**Q.** These are iodine ions from 37 electrons down to one. Why does the ionisation energy rise smoothly for a few rows and then leap?

Ionisation energies of iodine ions as differences of total energies, from PySCF 2.14.0 with two-component X2C-1e GHF and GMP2, a Gaussian nucleus and even-tempered s to f basis sets scaled to each ion. GHF uses one spinor determinant set up in jj occupation. Screened-SO includes the one-electron spin-orbit term with screened-nucleus factors; spin-free omits it.

```
species  electrons                    configuration              final configuration  frozen electrons  GHF screened-SO (eV)  GMP2 screened-SO less GHF screened-SO (eV)  GHF spin-free less GHF screened-SO (eV)  GMP2 spin-free less GHF screened-SO (eV)  tabulated (eV)  kind of the tabulated value
   I16+         37                    [Kr] (4d3/2)1                             [Kr]                28                393.38                                        0.49                                      n/a                                       n/a             393                  theoretical
   I17+         36                             [Kr]  [Ar] 3d10 4s2 (4p1/2)2 (4p3/2)3                10                503.87                                        1.12                                      n/a                                       n/a             505                  theoretical
   I19+         34  [Ar] 3d10 4s2 (4p1/2)2 (4p3/2)2  [Ar] 3d10 4s2 (4p1/2)2 (4p3/2)1                10                567.76                                        0.84                                      n/a                                       n/a             569                  theoretical
   I23+         30                    [Ar] 3d10 4s2               [Ar] 3d10 (4s1/2)1                10                758.15                                        2.46                                     0.04                                      2.49             762                  theoretical
   I24+         29               [Ar] 3d10 (4s1/2)1                        [Ar] 3d10                10                794.00                                        1.15                                     0.04                                      1.19           800.8               semi-empirical
   I25+         28                        [Ar] 3d10           [Ar] (3d3/2)4 (3d5/2)5                10               1398.50                                        1.40                                     5.14                                      6.53            1397                  theoretical
   I27+         26           [Ar] (3d3/2)4 (3d5/2)4           [Ar] (3d3/2)4 (3d5/2)3                10               1553.73                                        1.20                                     3.37                                      4.60            1553                  theoretical
   I29+         24           [Ar] (3d3/2)4 (3d5/2)2           [Ar] (3d3/2)4 (3d5/2)1                10               1720.73                                        0.89                                    -4.30                                     -3.23            1720                  theoretical
   I33+         20                    [Ar] (3d3/2)2                    [Ar] (3d3/2)1                10               2093.17                                       -0.17                                    -6.39                                     -6.70            2093                  theoretical
   I34+         19                    [Ar] (3d3/2)1                             [Ar]                10               2181.86                                       -0.29                                    -9.15                                     -9.46            2181                  theoretical
   I35+         18                             [Ar]       [Ne] 3s2 (3p1/2)2 (3p3/2)3                 2               2431.73                                        0.84                                    22.67                                     23.51            2431                  theoretical
   I36+         17       [Ne] 3s2 (3p1/2)2 (3p3/2)3       [Ne] 3s2 (3p1/2)2 (3p3/2)2                 2               2511.18                                        1.03                                    20.24                                     21.29            2510                  theoretical
   I39+         14                [Ne] 3s2 (3p1/2)2                [Ne] 3s2 (3p1/2)1                 2               2836.96                                        1.86                                   -42.67                                    -41.97            2836                  theoretical
   I40+         13                [Ne] 3s2 (3p1/2)1                         [Ne] 3s2                 2               2928.66                                        0.27                                   -53.44                                    -53.03            2926                  theoretical
   I41+         12                         [Ne] 3s2                    [Ne] (3s1/2)1                 2               3097.70                                        3.50                                     0.10                                      3.51            3096                  theoretical
   I42+         11                    [Ne] (3s1/2)1                             [Ne]                 2               3185.57                                        0.72                                     0.10                                      0.82          3185.5               semi-empirical
   I43+         10                             [Ne]       [He] 2s2 (2p1/2)2 (2p3/2)3                 0               7343.35                                        1.51                                    96.85                                     98.37            7337                  theoretical
   I44+          9       [He] 2s2 (2p1/2)2 (2p3/2)3       [He] 2s2 (2p1/2)2 (2p3/2)2                 0               7568.75                                        1.54                                    91.20                                     92.80            7563                  theoretical
   I45+          8       [He] 2s2 (2p1/2)2 (2p3/2)2       [He] 2s2 (2p1/2)2 (2p3/2)1                 0               7817.14                                       -0.26                                    65.19                                     66.88            7811                  theoretical
   I46+          7       [He] 2s2 (2p1/2)2 (2p3/2)1                [He] 2s2 (2p1/2)2                 0               8050.21                                       -0.43                                   130.68                                    130.45            8044                  theoretical
   I47+          6                [He] 2s2 (2p1/2)2                [He] 2s2 (2p1/2)1                 0               8609.35                                        2.33                                  -199.64                                   -199.93            8601                  theoretical
   I48+          5                [He] 2s2 (2p1/2)1                         [He] 2s2                 0               8874.09                                       -1.76                                  -232.59                                   -233.34            8867                  theoretical
   I49+          4                         [He] 2s2                    [He] (2s1/2)1                 0               9204.96                                        6.31                                     0.00                                      5.71            9196                  theoretical
   I50+          3                    [He] (2s1/2)1                              1s2                 0               9429.11                                        0.20                                     0.00                                      0.20          9421.1                  theoretical
   I51+          2                              1s2                         (1s1/2)1                 0              38782.77                                        1.56                                     0.00                                      1.56           38717                  theoretical
   I52+          1                         (1s1/2)1                     bare nucleus                 0              39762.78                                         n/a                                     0.00                                       n/a         39721.5                  theoretical
```

**A.** An electron in shell $n$ that feels an effective charge $Z_\text{eff}$ is bound by roughly $Z_\text{eff}^2/2n^2$ hartree. Within a subshell, each electron removed raises $Z_\text{eff}$ by less than one unit, which is a few per cent, whereas emptying a shell lowers $n$. Some charge states are missing from the table, so neighbouring rows can differ by more than one electron. The step from I42+ to I43+ (3s to 2p) multiplies the GHF energy by 2.31, close to $(3/2)^2 = 2.25$. The factor 1.28 from I16+ to I17+ occurs with $n$ unchanged, because a 4p electron penetrates the core more than a 4d electron does.

**Q.** The column "GHF spin-free less GHF screened-SO" is positive for I46+ and negative for I47+, although both lose a 2p electron. What sets the sign?

**A.** Call that column the shift. Spin-orbit coupling adds $\zeta\,\mathbf{l}\cdot\mathbf{s}$ to the energy of an electron, where $\zeta$ is the coupling constant of the subshell. This raises $j = l+\tfrac12$ by $l\zeta/2$ and lowers $j = l-\tfrac12$ by $(l+1)\zeta/2$. I46+ gives up a $2p_{3/2}$ electron, which the coupling has pushed up, so its spin-free energy is the larger one, by 130.68 eV. I47+ gives up a $2p_{1/2}$ electron that has been pulled down, and its shift is −199.64 eV. The s rows serve as a control, since $l = 0$ gives no such term, and their shifts are 0.10 eV or less.

The scale comes from the hydrogenic formula $\zeta = \alpha^2 Z^4/[2n^3 l(l+\tfrac12)(l+1)]$ hartree, with $\alpha$ the fine-structure constant. For the bare charge it gives 238 eV for 2p, and the single 2p electron of I48+ implies 233 eV. That closeness is partly a cancellation, since screening lowers $\zeta$ while higher-order relativity pulls $p_{1/2}$ down further. For 3d it gives 14.1 eV against the 6.1 eV implied by I34+, since a 3d electron lies outside more of the core. Screening factors are built into the spin-orbit operator of the calculation, so this comparison fixes a scale and doesn't test them.

**Q.** I learned that the half-filled p shell is specially stable. Does the 2p shell of iodine show that?

**A.** It does so only in the spin-free runs. I43+ to I48+ are successive ionisations, and without spin-orbit coupling the largest step between them is 299 eV, on reaching $2p^3$ at I46+, while the others lie between 220 and 232 eV. That is Hund's rule at work: the electron taken from $2p^4$ is paired against three parallel spins and loses no exchange within the shell, whereas one taken from $2p^3$ loses exchange with two others.

With the coupling on, the largest step moves one row on, to I47+, and grows to 559 eV. The spin-free step at that place is 229 eV, so the coupling adds $559 - 229 = 330$ eV. This is the gap $\tfrac32\zeta$ between the two $j$ levels, and the special configuration is now the filled $(2p_{1/2})^2$ pair. The shell fills by $j$ (jj coupling) and no longer by total spin and orbital momentum (LS coupling).

**Q.** If the shell is jj-coupled, the shift of I47+ should be $-\zeta$, as for I48+. Why is it only about 0.89 of that, with $\zeta$ interpolated between I43+ and I48+?

**A.** The jj state pays a repulsion penalty that the spin-free state avoids. In units of the Slater integral $F_2 = F^2/25$, the terms of $p^2$ lie at $-5F_2$ (³P), $+F_2$ (¹D) and $+10F_2$ (¹S). The pair $(p_{1/2})^2$ is two thirds ³P and one third ¹S, so its average is $\tfrac23(-5)+\tfrac13(10) = 0$, which is $5F_2$ above the Hund term.

The runs for I47+ show both states. With the coupling, the initial ion has $J^2 = 0$ and $L^2 = S^2 = 1.33$, two thirds of the ³P value of 2. The spin-free run has $L^2 = S^2 = 2.00$, a pure ³P, so the jj label in the table doesn't describe that run. For the other open 2p ends the corresponding states are assumed.

The shift is the energy change of the initial ion on switching the coupling on, less that of the final ion:

$$(-2\zeta + 5F_2) - (-\zeta) = -\zeta + 5F_2 .$$

The same counting gives penalties of $10F_2$ for $p^3$ and $2F_2$ for $p^4$. I fitted $F_2$ and a $\zeta$ linear in the electron number $N$ to the six 2p shifts and obtained $F_2 = 4.78$ eV and $\zeta = 212.1 - 7.9\,(N - 7.5)$ eV. For I47+, with $N = 6$,

$$\zeta = 212.1 + 1.5 \times 7.9 = 224\ \text{eV}, \qquad -224 + 5 \times 4.78 = -200\ \text{eV},$$

against −199.64 eV in the table. This row was part of the fit.

**Q.** Three parameters for six rows is generous. Why believe it, and does it carry over to 3p and 3d?

**A.** The rms residual is 0.8 eV, against 19.2 eV without the penalty and 107.1 eV for first-order LS coupling with the same form of $\zeta$. The runs are set up in jj occupation, so the failure of LS coupling is partly built in. The better check is that a hydrogenic 2p orbital at the mean effective charge of these rows gives $F_2 = 4.60$ eV with nothing fitted to the shifts. The slope of $\zeta$ deserves no interpretation, because it absorbs both screening and the higher-order relativistic lowering of $p_{1/2}$. The output after this text lists the residuals, which exceed the rounding of the table by far.

What decides the coupling is $\zeta/F_2$, which is 44 for 2p and 28 for 3p, so both shells are near the jj limit. For a given shell and electron count, $\zeta$ grows roughly as $Z^4$ and $F_2$ as $Z$, so theory puts a lighter element nearer to LS coupling. The small $\zeta$ of 3d should act the same way. I29+ seems to show this: it is labelled $3d_{5/2}$, for which the bare jj count gives $+\zeta$, yet its shift is $-0.77\zeta$. First-order LS coupling gives $-\zeta$, because the ⁵D₄ level of $d^6$ is lowered by $\zeta$ and the ⁶S term of $d^5$ has no orbital momentum to couple. But a jj state can give a negative shift too, because its $d^5$ ion has given up more exchange than its $d^6$ ion and so pays the larger repulsion penalty. The sign alone doesn't tell which state the run holds. The same caution applies to I27+ ($+0.63\zeta$) and I33+ ($-1.07\zeta$), which lie between the bare jj and LS counts, as a jj state with its penalty also would. To settle the coupling in 3d one needs $L^2$ and $S^2$ of each ion, as given above for I47+.

**Q.** How does correlation compare with all this?

**A.** The column "GMP2 screened-SO less GHF screened-SO" runs from −1.76 to +6.31 eV. It is smaller than the shift in every p and d row that has a spin-free value, and larger in every s row that has both. The largest entry, I49+, reflects the near-degeneracy of $2s^2$ with $2p^2$, and I48+ is negative because there the final ion gains that mixing. Entries should be compared only within a block of equal frozen electrons, and the basis stops at f functions.

The two effects don't simply add. For I47+ the GMP2 term is +2.33 eV with the coupling and −0.29 eV without it. Theory offers a reason: the jj determinant can recover part of its ³P character through the pair excitation $(p_{1/2})^2 \to (p_{3/2})^2$, which second-order theory counts as correlation. The table doesn't isolate that excitation.

**Q.** GMP2 moves I47+ away from the tabulated value. Which digits can I trust?

**A.** GHF is 8.4 eV above NIST's value for I47+ and GMP2 is 10.7 eV above, so a positive correction is being added to an error of the same sign. All eight 2s and 2p rows are 6 to 9 eV high at GHF, at most 0.10% of the tabulated value, so their last reliable place is the tens of eV. The Hamiltonian leaves out the Breit and QED terms and only imitates the two-electron spin-orbit term, which must be weighed before MP2 is blamed. The table doesn't separate these parts for $n = 2$.

The 1s rows show their scale. I52+ has one electron and lies within 2.9 eV of the point-nucleus Dirac energy, yet it is 41.3 eV above the tabulated value. That excess is 1.55 times the QED scale $(\alpha/\pi)(Z\alpha)^4mc^2$, as established theory expects of a 1s level.

I51+ is high by another 24.5 eV. Two contact terms between the electrons are absent, the spin-spin term $+2\pi\alpha^2\delta(\mathbf r_{12})$ and the Darwin term $-\pi\alpha^2\delta(\mathbf r_{12})$. With $\langle\delta\rangle = Z^3/8\pi$ they leave a repulsion of $\alpha^2Z^3/8$ hartree, or 27.0 eV. Taking off the 1.56 eV of correlation that GHF lacks gives 25.4 eV, a leading-order argument with no fitted constant.

For 3s, 3p and 3d the GHF errors average about 1 eV. Most tabulated values are themselves theoretical and rounded to 1 eV, so closer agreement means little. I24+ is irregular: GMP2 lies 5.6 eV below its semi-empirical value, while I23+ is only 1.4 eV low, and these runs don't explain the difference.

Output of the analysis:

```
ion shell Zeff screening/(N-1) | GHF, GMP2 less tabulated (eV; most rounded to +-0.5) | shift/zeta, LS, jj (* sets zeta)
I16+ 4d3/2 21.49 0.88 | +0.4 +0.9
I17+ 4p3/2 24.31 0.82 | -1.1 -0.0
I19+ 4p3/2 25.80 0.82 | -1.2 -0.4
I23+ 4s1/2 29.71 0.80 | -3.9 -1.4
I24+ 4s1/2 30.40 0.81 | -6.8 -5.6
I25+ 3d5/2 30.39 0.84 | +1.5 +2.9 | +1.00 +1.0 +1.0*
I27+ 3d5/2 32.03 0.84 | +0.7 +1.9 | +0.63 +0.0 +1.0
I29+ 3d5/2 33.71 0.84 | +0.7 +1.6 | -0.77 -1.0 +1.0
I33+ 3d3/2 37.10 0.84 | +0.2 +0.0 | -1.07 -0.5 -1.5
I34+ 3d3/2 37.87 0.84 | +0.9 +0.6 | -1.50 -1.5 -1.5*
I35+ 3p3/2 39.96 0.77 | +0.7 +1.6 | +0.50 +0.5 +0.5*
I36+ 3p3/2 40.61 0.77 | +1.2 +2.2 | +0.43 +0.0 +0.5
I39+ 3p1/2 42.78 0.79 | +1.0 +2.8 | -0.82 +0.0 -1.0
I40+ 3p1/2 43.44 0.80 | +2.7 +2.9 | -1.00 -1.0 -1.0*
I41+ 3s1/2 44.65 0.76 | +1.7 +5.2
I42+ 3s1/2 45.26 0.77 | +0.1 +0.8
I43+ 2p3/2 46.30 0.74 | +6.4 +7.9 | +0.50 +0.5 +0.5*
I44+ 2p3/2 47.00 0.75 | +5.8 +7.3 | +0.45 +0.0 +0.5
I45+ 2p3/2 47.76 0.75 | +6.1 +5.9 | +0.31 -0.5 +0.5
I46+ 2p3/2 48.46 0.76 | +6.2 +5.8 | +0.60 +1.0 +0.5
I47+ 2p1/2 49.25 0.75 | +8.4 +10.7 | -0.89 +0.0 -1.0
I48+ 2p1/2 49.97 0.76 | +7.1 +5.3 | -1.00 -1.0 -1.0*
I49+ 2s1/2 50.85 0.72 | +9.0 +15.3
I50+ 2s1/2 51.44 0.78 | +8.0 +8.2
I51+ 1s1/2 52.37 0.63 | +65.8 +67.3
I52+ 1s1/2 53.00 - | +41.3 -
jump ratio (n^2 ratio): I16+>I17+ 1.28 (1.00), I24+>I25+ 1.76 (1.78), I42+>I43+ 2.31 (2.25), I50+>I51+ 4.11 (4.00)
2p steps I43+ to I48+, screened-SO (eV): 225 248 233 559 265
2p steps I43+ to I48+, spin-free (eV):   220 222 299 229 232
zeta 2p: hydrogenic Z=53 238.2 eV; I48+ 232.6 eV, charge implied 52.7; I43+ 193.7 eV, charge implied 50.3
zeta 3p: hydrogenic Z=53 70.6 eV; I40+ 53.4 eV, charge implied 49.4; I35+ 45.3 eV, charge implied 47.4
zeta 3d: hydrogenic Z=53 14.1 eV; I34+ 6.1 eV, charge implied 43.0; I25+ 5.1 eV, charge implied 41.2
2p shifts, jj + F2: zeta 212.1-7.9(N-7.5), F2 4.78 eV; residuals +0.6 +0.6 -0.7 -1.3 +0.4 -0.8
2p rms (eV; rounding 0.005): jj + F2 0.8, jj without F2 19.2, first-order LS 107.1; zeta/F2 44
F2 (eV): 2p spin-free step 4.86, hydrogenic at mean Zeff 4.60; 3p from I36+ 1.62, I39+ 1.83, zeta/F2 28
I52+: point Dirac less GHF 2.9 eV; excess 41.3 = 1.55 x QED scale 26.6; scaled Zeff^4/n^3: I50+ 4.6, I42+ 0.8
I51+ excess less I52+ excess 24.5 eV; a^2Z^3/8 = 27.0, less GMP2 25.4; spin-spin contact alone less GMP2 52.4
I52+ less I51+: GHF 980.0 eV, 5Z/8 901.4, relaxed Dirac 1s Coulomb 953.7, GHF above it 26.4, tabulated 1004.5
n=4: max |shift| 0.04, GMP2 term +0.49 to +2.46; mean |error| GHF 2.7, GMP2 1.7 eV; GMP2 closer 4/5; worst GHF 0.85%
3d: max |shift| 9.15, GMP2 term -0.29 to +1.40; mean |error| GHF 0.8, GMP2 1.4 eV; GMP2 closer 2/5; worst GHF 0.11%
3s3p: max |shift| 53.44, GMP2 term +0.27 to +3.50; mean |error| GHF 1.2, GMP2 2.6 eV; GMP2 closer 0/6; worst GHF 0.09%
2s2p: max |shift| 232.59, GMP2 term -1.76 to +6.31; mean |error| GHF 7.1, GMP2 8.3 eV; GMP2 closer 3/8; worst GHF 0.10%
GMP2 term with / without spin-orbit (eV): I23+ 2.46/2.45, I24+ 1.15/1.15, I41+ 3.50/3.41, I42+ 0.72/0.72, I47+ 2.33/-0.29, I48+ -1.76/-0.75, I49+ 6.31/5.71, I50+ 0.20/0.20
```
